At 900 K and a doping of +1, the table gives CdTe a Seebeck coefficient of −8.6 µV/K. The plus sign means holes, and holes should give a positive value of several hundred. The doping is still p-type and the number is no slip. Heat has lifted a few electrons across the gap, and these electrons are so light that they carry more of the current than the holes do.

Most other rows have a single kind of carrier, and for them the Seebeck coefficient S, the voltage per kelvin of temperature difference, can be estimated with a pencil. Two steps are worth remembering. In a dilute carrier gas, ten times less doping adds about 200 µV/K to the size of S, and a doubled temperature adds about 90 µV/K. In a crowded gas S drops to some tens of µV/K and becomes proportional to temperature.

Transport in doped zincblende CdTe (a = 6.619 Å), computed with Ansatz 0.2.0 (PBE, plane-wave PAW, scalar-relativistic, cutoff 420 eV, 10×10×10 k mesh) from rigid, interpolated bands at constant relaxation time τ. Positive doping means holes. The conductivity mass is n e²τ divided by the conductivity, with n/a where both kinds of carrier count.

```
temperature (K)  doping (1e18 cm^-3)  Seebeck xx (microV/K)  conductivity mass 1 (m_e)
            300                   -1                   -148                      0.070
            300                  -10                  -47.6                      0.099
            300                 -100                  -17.8                      0.200
            300                -1000                  -39.9                      0.397
            300                    1                    568                      0.637
            300                   10                    370                      0.638
            300                  100                    183                      0.644
            300                 1000                   53.9                      0.695
            600                   -1                   -236                      0.081
            600                  -10                  -93.9                      0.105
            600                 -100                  -35.8                      0.203
            600                -1000                  -66.2                      0.401
            600                    1                    629                      0.647
            600                   10                    460                      0.663
            600                  100                    266                      0.667
            600                 1000                    102                      0.707
            900                   -1                   -244                        n/a
            900                  -10                   -136                      0.113
            900                 -100                  -54.8                      0.208
            900                -1000                  -84.6                      0.405
            900                    1                   -8.6                        n/a
            900                   10                    481                      0.663
            900                  100                    319                      0.691
            900                 1000                    143                      0.725
```

Why one number decides

S measures how far the energy of the carriers that carry the current lies, on average, from the chemical potential, in units of the thermal energy. One such unit is worth k_B/e, or 86 µV/K. Few carriers in many available states put the chemical potential far outside the band, so S is large. Many carriers push it into the band. Those just above and just below it then almost cancel, and S is small.

What counts is therefore the number of thermally accessible states per carrier. For a parabolic band it can be packed into one variable:

x = 8.57 · m · (T / 300 K) / d^(2/3)

Here d is the size of the doping in the units of the table, 10¹⁸ cm⁻³, T is the temperature, and m is the mass, in electron masses, that counts the states of the band. A heavy band, a high temperature and a low doping all raise x, and with it S.

At constant relaxation time theory gives two simple limits. In the dilute gas the current is carried, on average, 5/2 thermal units above the band edge, and the distance from the edge to the chemical potential adds a logarithm. In the crowded gas S, in units of k_B/e, is π²/2 times the ratio of thermal energy to Fermi energy, which makes it proportional to x. In µV/K:

x above 1: S ≈ 215 + 298 · log₁₀ x
x below 0.2: S ≈ 350 · x

One expression joins them:

S ≈ 129 · ln[1 + x(1 + 5.3x)/(0.37 + x)]

The constants 5.3 and 0.37 are set by the two limits, not by the table. At the one point checked, with the chemical potential exactly at the band edge, the expression agrees with the exact integrals to about 0.1 %. For electrons S takes a minus sign.

Holes: one mass for the whole range

The hole mass comes from a single row, 300 K and +1, where S is 568 µV/K. The dilute formula gives log₁₀ x = (568 − 215)/298 = 1.18, hence x ≈ 15.3 and m = 15.3/8.57 ≈ 1.79. This is much more than the 0.637 printed as conductivity mass in the same row, because the two masses answer different questions. One counts states, the other tells how easily the carriers accelerate.

Without spin–orbit coupling, three bands meet at the top of the valence band. Three equal bands with the printed mass would count as 3^(2/3) · 0.637 ≈ 1.3. The rest is expected to come from masses that depend on direction, as is common in bands made of p orbitals. A band that is light one way and heavy the other two owes many of its states to the heavy directions and much of its conductivity to the light one. A mere mixture of heavy and light round bands would not do, for it counts as less than 3^(2/3) times its conductivity mass. In real CdTe spin–orbit coupling pushes one of the three bands well down, so the value 1.79 belongs to this calculation and should not be carried over to a sample.

Take the row at 900 K and +1000 as a test. It played no part in finding the mass, and its x falls between the two limits, while the anchor row was dilute.

x = 15.3 · 3 / 1000^(2/3) = 45.9 / 100 = 0.459
x(1 + 5.3x)/(0.37 + x) = 0.459 · 3.43 / 0.829 = 1.90
S ≈ 129 · ln 2.90 ≈ 137 µV/K

The table has 143 µV/K, so the estimate is 4 % low. This is the worst case among the eight hole rows that have practically one kind of carrier and were not used to find the mass. A single mass thus covers three decades of doping and a factor of three in temperature. The valence bands in this calculation behave, for this purpose, much like one parabolic band.

The agreement does not test the scattering, because the rule and the table both assume a constant relaxation time. If scattering by acoustic phonons dominated, the 5/2 of the dilute limit would become 2, and S would be lower by half a unit, 43 µV/K. That is far more than the error of the rule in the single-carrier hole rows.

Electrons: a mass that grows

The conduction band has one light pocket at its bottom, so here the printed conductivity mass can serve for counting states as well. But it doesn't stay constant. At 300 K it rises from 0.070 at −1 to 0.200 at −100. This is the usual behaviour of a band that faces another across a small gap: it starts as a parabola and straightens out higher up. The gap is too small at this level of theory, which exaggerates the effect.

The growing mass acts on S in two ways. It makes room for more states, which raises x. It also means that added carriers raise the conductivity by less than their number suggests, which lowers S. In a crowded gas S follows the steepness with which conductivity rises with energy, and conductivity is the number of carriers divided by their mass. The parabolic estimate must therefore be multiplied by

1 − (change of log m per decade of doping)

From the two masses just quoted, the change is log₁₀(0.200/0.070)/2 = 0.23 per decade, and the factor is 0.77. I use this one factor for every electron row, together with the mass printed in that row. For 300 K and −100:

x = 8.57 · 0.200 / 100^(2/3) = 1.714 / 21.5 = 0.080
parabolic estimate: 129 · ln 1.25 ≈ 29 µV/K
with the factor: 0.77 · 29 ≈ 22 µV/K, so S ≈ −22 µV/K

The table has −17.8 µV/K. The estimate is about a quarter too strong, even though the mass of this very row went into it. Still, the growth of the mass is essential. Had the mass stayed at 0.070, the parabolic formula would give only 10 µV/K.

The most lightly electron-doped row at 900 K has no printed mass, because holes count there too, and is left out. Over the eight electron rows from −1 to −100 that have a printed mass, the error runs from 14 % too weak to 26 % too strong. It has a pattern. The estimate is too weak at −1, nearly right at −10 and too strong at −100. Theory suggests why: the true factor should slide from 1 for a parabola towards 2/3 for a straight band, and 0.77 is a compromise. The factor was also derived for a crowded gas, which the most lightly doped rows are not. It is not the whole story, since even 2/3 would leave the worked row at 19 µV/K, still slightly too strong.

The electron values up to −100 also need some caution as data. The pocket they fill is so small that the only calculated k point inside it is the band minimum itself, so these rows depend on how the bands were interpolated. A denser mesh would show how much.

When the second carrier arrives

Back to the row that looked wrong. For holes alone the rule gives 710 µV/K at 900 K and +1. To see what the electrons do, one needs their number, which follows from the usual mass-action law with the gap of 0.60 eV between the interpolated band edges, the hole mass found above and an electron mass of 0.070. It comes to about 0.27 electrons for 1.27 holes, in the units of the doping.

That looks like a small minority, but each electron is about nine times lighter than a hole in the conductivity. With the same relaxation time for both, the electrons therefore carry 0.27/1.27 · 9.1 ≈ 2 times the current of the holes. The total S is the average of the two contributions, weighted by conductivity:

S = (S_holes + r · S_electrons)/(1 + r)

where r is the conductivity of the electrons divided by that of the holes. Each of the two contributions follows from the rule, with the number of carriers of that kind in place of d. Two terms of several hundred µV/K and opposite sign almost cancel, and the estimate comes out at −33 µV/K. It has the right sign and misses the table by about 25 µV/K, which is small beside the terms that cancel.

The same correction can be tested where it is small. At 600 K and +1 it takes the estimate from 658 to 630 µV/K, and the table has 629. At 900 K and +10 it takes 512 to 478, and the table has 481. No constant was adjusted for this, so the numbers support the explanation well. They also give a warning sign: when the light minority carries only 2 or 3 % of the majority's conductivity, S has already lost some 4 to 7 %.

For a real sample these rows are misleading, because PBE makes the gap of CdTe much too small. At 900 K, every 0.18 eV added to the gap lowers the product of electron and hole numbers tenfold if the masses stay the same. The collapse of S at +1 is thus a correct consequence of a wrong gap. Before using a calculated Seebeck coefficient at low doping and high temperature, compare the calculated gap with the measured one.

Where the rule breaks at the other end

At −1000 the electron rule fails at every temperature. For 300 K it gives about −9 µV/K, while the table has −39.9. The table even reverses its own trend there, for S is stronger at −1000 than at −100. The conductivity mass gives no warning, as it merely doubles once more, from 0.200 to 0.397.

A stronger S in a crowded gas means that conductivity rises more steeply with energy than one pocket allows. Higher valleys of the conduction band that begin to fill would do this. A flattening of the one pocket would not. With the printed mass of 0.397 and no weakening factor at all, the parabolic formula gives only about 12 µV/K at 300 K, and a flattening band would bring that lower still. Filling valleys are therefore the likely cause, though not a proven one. To settle it, one would have to see where the chemical potential at −1000 lies relative to the conduction-band minima at L and X. Whatever the answer, the pencil rule for electrons should stop at −100.
